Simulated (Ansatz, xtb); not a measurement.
Two isomers of C2H11GeNSi2

We compare a, `C=C[SiH2][N]([SiH3])[GeH3]`, a singlet, with b, `C=C[SiH2]N[SiH2][GeH3]`, a singlet. Both are isolated molecules in the gas phase, relaxed with B3LYP-D3(BJ)/def2-SVP; each stands in its lowest conformer found.

a (Å):

```xyz
17

C    -2.7318   -1.2346   -1.5029
C    -2.1151   -1.3966   -0.3235
Ge   -0.3168    1.7786    0.4307
N     0.1821    0.0502    0.9343
Si   -0.2594   -1.2871   -0.1120
Si    1.0453   -0.2029    2.4369
H    -2.1685   -1.0439   -2.4241
H    -3.8217   -1.2843   -1.6084
H    -2.7347   -1.5776    0.5659
H     0.2790   -2.5225    0.5317
H     0.3300   -1.1361   -1.4765
H     2.4804   -0.5626    2.2237
H     0.9910    1.0659    3.2218
H     0.4194   -1.2948    3.2400
H     0.8590    2.7347    0.7151
H    -0.6313    1.7350   -1.0769
H    -1.5618    2.2337    1.2214
```

b (Å):

```yaml
atoms:
  - { symbol: C, position_ang: [-1.2916, -0.7716, -0.3729] }
  - { symbol: C, position_ang: [-0.3266, -1.6954, -0.2684] }
  - { symbol: Ge, position_ang: [-2.3994, -1.9236, 3.0670] }
  - { symbol: N, position_ang: [0.5904, -0.4343, 2.2734] }
  - { symbol: Si, position_ang: [0.9725, -1.6539, 1.0805] }
  - { symbol: Si, position_ang: [-0.5359, -0.5168, 3.6092] }
  - { symbol: H, position_ang: [-1.3579, 0.0601, 0.3374] }
  - { symbol: H, position_ang: [-2.0549, -0.8029, -1.1583] }
  - { symbol: H, position_ang: [-0.3052, -2.5136, -1.0019] }
  - { symbol: H, position_ang: [1.0462, -3.0045, 1.7139] }
  - { symbol: H, position_ang: [2.3125, -1.3239, 0.5107] }
  - { symbol: H, position_ang: [1.1791, 0.3954, 2.2490] }
  - { symbol: H, position_ang: [0.0837, -1.0470, 4.8658] }
  - { symbol: H, position_ang: [-1.0218, 0.8634, 3.9133] }
  - { symbol: H, position_ang: [-3.3760, -1.2343, 2.0926] }
  - { symbol: H, position_ang: [-1.9390, -3.2523, 2.4325] }
  - { symbol: H, position_ang: [-3.1713, -2.2571, 4.3647] }
```

Quicker runs give these differences E(b) − E(a): GFN2-xTB −0.35 kcal/mol; HF/STO-3G +1.81 kcal/mol (at GFN2-xTB geometries); r2SCAN-D4/def2-SVP −1.94 kcal/mol (at GFN2-xTB geometries).

Problem. Estimate E(b) − E(a) at the level CCSD(T)/def2-SVP + ΔMP2/def2-TZVPP.

Solution. Calculated at CCSD(T)/def2-SVP + ΔMP2/def2-TZVPP: E(b) − E(a) = +1.73 kcal/mol, so structure a lies lower.

How the difference moves with the method:

| level | geometry | E(b) − E(a) (kcal/mol) | departure from the last row (kcal/mol) | job, with rough time for the two |
| --- | --- | --- | --- | --- |
| GFN2-xTB | GFN2-xTB | −0.35 | −2.08 | optimisation, 0.62 s |
| HF/STO-3G | GFN2-xTB | +1.81 | +0.08 | single point, 1 s |
| r2SCAN-D4/def2-SVP | GFN2-xTB | −1.94 | −3.67 | single point, 11 s |
| B3LYP-D3(BJ)/def2-SVP | B3LYP-D3(BJ)/def2-SVP | −1.47 | −3.20 | optimisation, 6.2 min |
| HF/def2-SVP | B3LYP-D3(BJ)/def2-SVP | +3.63 | +1.90 | part of the CCSD(T) run |
| MP2/def2-SVP | B3LYP-D3(BJ)/def2-SVP | +3.42 | +1.69 | part of the CCSD(T) run |
| CCSD(T)/def2-SVP | B3LYP-D3(BJ)/def2-SVP | +2.46 | +0.73 | single point |
| CCSD(T)/def2-SVP + ΔMP2/def2-TZVPP | B3LYP-D3(BJ)/def2-SVP | +1.73 |  | single point, 4.3 min |

As drawn, b has 1 Ge–Si, 1 N–H in place of 1 Ge–N, 1 Si–H.

r2SCAN-D4/def2-SVP, B3LYP-D3(BJ)/def2-SVP put the two in the other order. GFN2-xTB finds them nearly level. The largest departure from CCSD(T)/def2-SVP + ΔMP2/def2-TZVPP is that of r2SCAN-D4/def2-SVP, 3.67 kcal/mol. The last row adds to CCSD(T) the change of the MP2 difference between the two basis sets, here −0.73 kcal/mol.

With thermal terms from frequencies at re-optimised GFN2-xTB minima (ideal gas, soft modes damped towards free rotors, one conformer each, 298.15 K, 1 atm): the zero-point term adds +1.88 kcal/mol; ΔH is +3.54 and ΔG +3.83 kcal/mol.

The correlated steps freeze 22 core orbitals; the filled d shell of Ge is correlated, in a basis made for valence electrons. Codes used: Ansatz 0.2.0, xtb 6.7.1; the last row on 2 threads of Arm Neoverse V2 on a shared host.

The small electronic preference for a, +1.73 kcal/mol, reflects near-cancellation between two bond exchanges. Isomer a keeps a strong, polar Ge–N bond, while b gives this up for a weaker, nearly nonpolar Ge–Si bond but gains a strong N–H bond in place of Si–H. Nitrogen is almost planar in both structures, so a difference in its pyramidalisation is unlikely to decide the order.

With such large contributions offsetting each other, modest errors in the description of either bond type can reverse the sign, as both density functionals do. The close agreement of HF/STO-3G with the final value is probably fortuitous, since Hartree–Fock in the larger def2-SVP basis moves away from it. Vibrations reinforce the preference for a: the stiff N–H stretch in b replaces a softer Si–H stretch, which accounts for much of the +1.88 kcal/mol zero-point term. The results thus support a modest thermodynamic preference for a in the gas phase, but say nothing about the barrier to interconversion.
